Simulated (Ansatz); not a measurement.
# CuS: the change of pressure with volume ratio

Plane-wave density functional theory, PAW datasets, Gaussian smearing 0.05 eV: equation of state, the given cell scaled in volume with shape and atoms relaxed at each volume. The results are calculated, by Ansatz 0.2.0.

The cell before it is scaled or strained (space group F-43m, No. 216):
```
CuS
1.0
      0.0000     2.5621     2.5621
      2.5621     0.0000     2.5621
      2.5621     2.5621     0.0000
Cu S
1 1
Direct
  0.00000 0.00000 0.00000
  0.25000 0.25000 0.25000
```

Settings of every row: paw set soft_2; functional PBEsol; spin treatment collinear; moment partition spheres; spin axis none; wave cutoff 420 eV; k mesh 10x10x10; symmetry use detected.

Atom hubbard u: 0 on all atoms.

Limits: starting moments were lost; the cell comes from a prototype or a list of computed structures and needn't be the stable phase.

```csv
row,volume ratio,V (Å³/atom),pressure (GPa),energy above given cell (meV per atom)
1,0.96,16.146,4.43,8.94
2,0.98,16.482,2.087,2.14
3,1,16.819,?,?
4,1.02,17.155,-1.869,2.01
5,1.04,17.491,-3.531,7.73
```

Question: what pressure should row 3 give?

Worked fit of pressure. Take u = (V_r/V)^(2/3) − 1 with V_r = 16.819 Å³ an atom, which is twice the finite (Eulerian) strain; such expansions in the strain, on which the Birch-Murnaghan equation of state is built, carry the rest volume and the bulk modulus. The shown rows have u = 0.0276, 0.01358, -0.0131, -0.02578. Least squares give pressure = −0.007 + 148.266 × u + 451 × u² GPa; a straight line predicts inner rows, each left out in turn, worse (root mean square 0.19 against 0.0069 GPa). The rows lie off it by 0.001, -0.003, 0.003, -0.001. The pressure vanishes at u = 0.0000, or V = 16.82 Å³ an atom, and there the bulk modulus with shape and atoms relaxed is B = −V dP/dV = (2/3)(1 + u) dP/du = 98.9 GPa. The withheld row has u = 0, so the fit gives −0.007 + 148.266 × (0) + 451 × (0)² = -0.007 GPa.

The calculation gave -0.005 GPa. The fit lies 0.002 GPa (40 % of the value, 0.025 % of the column's range) below it; its largest miss of a shown row is 0.003 GPa.

The other values of row 3: energy above given cell 0 meV per atom.
